The mean polarisability of a small molecule can be counted together from its atoms. An electric field shifts each electron only a little, and mostly within its own atom or bond, so the responses nearly add. A longer molecule is more polarisable because it holds more such pieces. Each further CH₂ unit should therefore add about the same amount, as long as it doesn't interrupt a conjugated chain.

What counts is how loosely the electrons are held, and not only how many there are. Fluorine brings seven valence electrons, but its nucleus grips them so tightly that they respond about as weakly as the single electron of a hydrogen atom. Silicon and phosphorus are the opposite case: their valence electrons lie farther out and yield easily. The π electrons of a double bond are also looser than those of a single bond.

Each molecule has a CH₂F group on a carbon atom of the carrier (SMILES, * marks the bond, hydrogens outside brackets are implicit). Static mean polarisabilities (core orbitals frozen in the response) and HOMO–LUMO gaps are from PySCF 2.14.0 with density fitting, CAM-B3LYP/def2-SVPD, gas phase, at PBE0-D3(BJ)/def2-SVP geometries.

| carrier | formula | atoms on the carrying C | bond to the carrier (Å) | point group | torsion about that bond, heaviest neighbours (°) | electrons | valence electrons | polarisability (bohr^3) | largest over smallest principal value | gap (eV) |
| --- | --- | --- | --- | --- | --- | --- | --- | --- | --- | --- |
| *C(=C)C | C4H7F | C C | 1.499 | Cs | 1 | 40 | 30 | 51.7 | 1.55 | 9.93 |
| *C1=CC=CC12CC2 | C8H9F | C C | 1.482 | C1 | 61 | 66 | 48 | 91.0 | 1.63 | 7.76 |
| *C=C(C)C | C5H9F | C H | 1.489 | C1 | 131 | 48 | 36 | 65.0 | 1.63 | 9.70 |
| *C1=NC1 | C3H4FN | C N | 1.477 | C1 | 164 | 38 | 28 | 41.6 | 1.50 | 10.03 |
| *CCF | C3H6F2 | C H H | 1.511 | C2 | 64 | 42 | 32 | 40.4 | 1.10 | 12.24 |
| *CC[SiH2]P | C3H10FPSi | C H H | 1.512 | C1 | 58 | 66 | 38 | 93.9 | 1.34 | 9.68 |

The calculated polarisabilities follow the picture above. The compound with silicon and phosphorus has the highest polarisability, 93.9 bohr³, although the spiro diene \*C1=CC=CC12CC2 has ten more valence electrons. The difluoride \*CCF has more valence electrons than \*C(=C)C, yet it is clearly less polarisable. It lies only 3% below the azirine \*C1=NC1, a difference too small to interpret with this basis set.

The increments can be taken from small molecules, for which rough recalled values are enough. A CH₂ unit contributes about 12 bohr³ and methane has about 17. The difference belongs to two hydrogen atoms, which gives 2.5 for each and leaves 7 for carbon. Fluorine may be counted as hydrogen, because fluoromethane is about as polarisable as methane, and nitrogen is counted as carbon for simplicity.

Ethylene, at about 28 bohr³, exceeds two CH₂ units by 4, which is the supplement for a double bond. Silane and phosphine, at about 32 and 31, leave roughly 23 for silicon or phosphorus once their hydrogen atoms are subtracted. The rule then reads, in bohr³:

polarisability ≈ 7 × (C and N atoms) + 2.5 × (H and F atoms) + 23 × (Si and P atoms) + 4 × (double bonds)

The spiro diene, C₈H₉F, shows the steps. Its eight carbon atoms give 56, its nine hydrogen atoms and one fluorine give 25, and its two double bonds give 8. The sum is 89 bohr³, and the calculation gives 91.0, so the estimate is about 2% low. This molecule played no part in setting the increments.

The azirine \*C1=NC1, C₃H₄FN, is the hardest case. Four carbon and nitrogen atoms, five hydrogen and fluorine atoms and one double bond give 28 + 12.5 + 4 = 44.5 bohr³, which is 7% above the calculated value. Here the double bond joins carbon to nitrogen, whereas the supplement was derived from ethylene. Nitrogen holds electrons more tightly than carbon, so the supplement may be too large for this bond, or nitrogen may count for less than carbon here. These are plausible guesses, which a single molecule can't separate.

Over the six molecules the estimates differ from the calculated values by 2% on average, and the azirine is the worst. The increments themselves are less certain than that: taking 7.5 instead of 7 for carbon and nitrogen would raise an estimate by up to 5% of the calculated value. An error of 5 to 10% is therefore the fair expectation for a similar molecule. The double-bond supplement is worth keeping, since without it the three molecules with C=C bonds come out 7 to 11% too low, although the azirine would come out closer. The number for silicon and phosphorus rests on a weaker test, because only one molecule contains them, and it contains both.

A tempting shortcut is to use the gap between the frontier orbitals. If one mean excitation energy stands for all excitations, as in Unsöld's approximation, the polarisability can be estimated as proportional to the number of valence electrons divided by the square of that energy. With the gap in place of that energy and one factor fitted to all six molecules, the average error is 19%. [The printed output](#) compares this form, and a plain count of valence electrons, with the additive rule.

The gap fails because it describes only the outermost electrons, whereas the whole valence shell responds to the field. It is also a difference of orbital energies, not an excitation energy, and its upper level is unbound in all six molecules, so its value depends on the basis set. If the valence electrons carry all the absorption strength, the calculated polarisabilities correspond to mean excitation energies of 17 to 24 eV. The gaps are only 8 to 12 eV. Most of the strength thus lies above the gap, where electrons from all the bonds and lone pairs can take part, and an atom count includes them all.

The rule gives only the average over all directions, while the largest principal value exceeds the smallest by 10% in the folded conformer of the difluoride calculated here and by 63% in the spiro diene. The rule also reaches only as far as the local picture behind it. In long conjugated chains electrons shift across many bonds at once, and simple addition then falls short. For a small neutral molecule of the kinds listed here, count the atoms and double bonds, add the four contributions, and allow an error of up to 10%.

The analysis program printed:

```
Increment per H or F, bohr^3: 2.5
Increment per C or N, bohr^3: 7
Supplement per double bond, bohr^3: 4
Increment per Si or P before rounding to 23, bohr^3: 22.75
Additive rule, bohr^3 and percent:
             row  C and N part  H and F part  Si and P part  double bonds  estimate     miss  miss %  miss % without double-bond part
         *C(=C)C            28            20              0             4        52   0.2805  0.5423                           -7.192
  *C1=CC=CC12CC2            56            25              0             8        89   -1.988  -2.185                           -10.98
        *C=C(C)C            35            25              0             4        64  -0.9578  -1.475                           -7.632
         *C1=NC1            28          12.5              0             4      44.5    2.882   6.924                           -2.688
            *CCF            21            20              0             0        41   0.6363   1.576                            1.576
      *CC[SiH2]P            21          27.5             46             0      94.5   0.5735  0.6106                           0.6106
Mean absolute miss of the rule, %: 2.219
Mean absolute miss without the double-bond part, %: 5.113
Largest shift of an estimate if C and N count 7.5 instead of 7, % of computed value: 4.806
Trimethyl-type alkene C5H9F less C4H7F (one CH2 more), bohr^3: 13.24
fit of pol on 6 rows: coefficient of uns 147.5 +/- 19; rms 18.6, worst *CC[SiH2]P -34.1, leave-one-out rms 29.6
fit of pol on 6 rows: coefficient of valence 1.843 +/- 0.16; rms 13.2, worst *CC[SiH2]P -23.9, leave-one-out rms 15.7
Rivals:
             row  bohr^3 per valence electron  mean excitation energy eV  Unsold miss %  valence-count miss %
         *C(=C)C                        1.724                      20.72         -13.21                 6.879
  *C1=CC=CC12CC2                        1.896                      19.76          29.24                -2.796
        *C=C(C)C                        1.804                      20.26          -13.1                 2.117
         *C1=NC1                        1.486                      22.32         -1.339                 23.96
            *CCF                        1.261                      24.23         -21.93                 46.08
      *CC[SiH2]P                        2.472                      17.31          -36.3                -25.45
Mean absolute miss of the Unsold form with the gap, %: 19.19
Mean absolute miss of the valence count, %: 17.88
```
